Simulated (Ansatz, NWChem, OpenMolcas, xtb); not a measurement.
## Ligand exchange: C2H5F + BH2(NH2) → C2H7N + BH2F

Species: C2H5F `CCF`, singlet; BH2(NH2), singlet; C2H7N (ethanamine) `CCN`, singlet; BH2F `BF`, singlet. The partners trade F for NH2: C–F and B–NH2 bonds give way to C–NH2 and B–F.

Shapes, held fixed at every level: PBE0-D4/def2-TZVP. Flexible molecules stand in one conformer, not always the lowest. Programs: Ansatz 0.2.0, NWChem 7.3.0, OpenMolcas 26.06, xtb 6.7.1. A level may come from different programs for different species; with the same settings they agree closely. The zero-point and thermal change to 298 K, harmonic and unscaled (PBE0-D4/def2-TZVP), is -1.3 kJ/mol.

| level | kind | ΔH(298 K) (kJ/mol) | less CCSD(T)/CBS estimate |
| --- | --- | --- | --- |
| GFN2-xTB | semi-empirical | -15.2 | -12.6 |
| HF/def2-SVP | Hartree–Fock | -2.8 | -0.2 |
| SPW92/def2-TZVPP | LDA | +13.0 | +15.6 |
| wB97X-V/def2-TZVPP | range-separated hybrid | +2.6 | +5.2 |
| B2PLYP/def2-TZVPP | double hybrid | +2.3 | +4.9 |
| MP2/def2-TZVPP | perturbation theory | -6.9 | -4.3 |
| CCSD/def2-SVP | coupled cluster or CI | -5.3 | -2.7 |
| CCSD(T)/def2-TZVPP | coupled cluster or CI | -2.9 | -0.3 |
| CCSD(T)/CBS estimate | coupled cluster or CI | -2.6 | 0.0 |

The highest level, CCSD(T)/CBS estimate, gives ΔH(298 K) = -2.6 kJ/mol; the levels span -15.2 to +13.0. That is about zero within the method's error. They disagree on the sign: 3 of 9 are positive. The column of differences is taken from that level and isn't an error. No measured value is set beside it here. The CBS estimate extrapolates MP2 from def2-TZVPP and def2-QZVPP and adds CCSD(T) − MP2 in the triple-zeta set, cores frozen.

Exchanging F and NH2 between carbon and boron is almost thermoneutral: the best value is -2.6 kJ/mol, and the vibrational and thermal term of -1.3 kJ/mol supplies half of it. The near balance reflects competing preferences. Fluorine forms the stronger, more polar σ bond to electropositive boron, but nitrogen is the better π donor into boron's empty p orbital. Moving NH2 to saturated carbon sacrifices that B–N π bonding, while the C–F bond given up is also stronger than the C–N bond formed.

All three methods containing a density functional put the reaction on the endothermic side, LDA most strongly, perhaps because they favour the delocalised B–N π bond too much. The close agreement of HF/def2-SVP with the reference probably comes from cancellation between missing correlation and the small basis, so it doesn't show that correlation is unimportant. Because monomeric aminoborane readily oligomerises through B–N bridges, this balance between isolated molecules can't be carried over to the condensed phase.
